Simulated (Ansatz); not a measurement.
## A series in volume scale on Ba₃Ca

Results calculated with Ansatz 0.2.0, not measured. Free energy against uniform scaling of the volume at fixed shape and fractions; periodic cell, basis, potentials, k mesh and filling as listed.

The cell before it is scaled or strained (space group I4/mmm, No. 139):
```
cell vectors (Å)
  -3.0779     3.0779     6.3976
   3.0779    -3.0779     6.3976
   3.0779     3.0779    -6.3976
atoms (fractions of the cell vectors)
Ba  0.75000  0.25000  0.50000
Ba  0.25000  0.75000  0.50000
Ba  0.50000  0.50000  0.00000
Ca  0.00000  0.00000  0.00000
```

Settings of every row: functional PBEsol; dispersion none; potentials PAW; wave cutoff 500 eV; density cutoff 2000 eV; k mesh 5x5x5; k shift 0x0x0; occupations methfessel paxton; smearing width 0.01 eV; spin none.

Limits: coarse k mesh, up to 40 meV an atom off; minimum outside the range; no spin-orbit coupling, which can matter with elements this heavy; the cell comes from a prototype or a list of computed structures and needn't be the stable phase.

| row | volume scale | V (Å³/atom) | energy above lowest point (meV/atom) |
| --- | --- | --- | --- |
| 1 | 0.9 | 54.547 | 0 |
| 2 | 0.925 | 56.062 | 2.1 |
| 3 | 0.95 | 57.577 | 6.6 |
| 4 | 0.975 | 59.092 | 13.5 |
| 5 | 1 | 60.607 | 22.2 |
| 6 | 1.025 | 62.123 | 32.4 |
| 7 | 1.05 | 63.638 | 44.1 |
| 8 | 1.075 | 65.153 | ? |
| 9 | 1.1 | 66.668 | 71.5 |

Question: what energy above lowest point should row 8 give?

Worked fit of energy above lowest point. Take u = (V_r/V)^(2/3) − 1 with V_r = 59.849 Å³ an atom, which is twice the finite (Eulerian) strain; such expansions in the strain, on which the Birch-Murnaghan equation of state is built, carry the rest volume and the bulk modulus. The shown rows have u = 0.06379, 0.04454, 0.02614, 0.00852, -0.00836, -0.02455, -0.0401, -0.06941. Least squares give energy above lowest point = 17.54 − 514.9 × u + 3768 × u² meV/atom; a straight line predicts inner rows, each left out in turn, worse (root mean square 5.2 against 0.11 meV/atom). The rows lie off it by 0.0, 0.0, -0.1, 0.1, 0.1, -0.1, -0.1, 0.1. The withheld row has u = -0.05504, so the fit gives 17.54 − 514.9 × (-0.05504) + 3768 × (-0.05504)² = 57.3 meV/atom.

The calculation gave 57.2 meV/atom. The fit lies 0.1 meV/atom (0.14 % of the column's range) above it, one unit of the last digit.
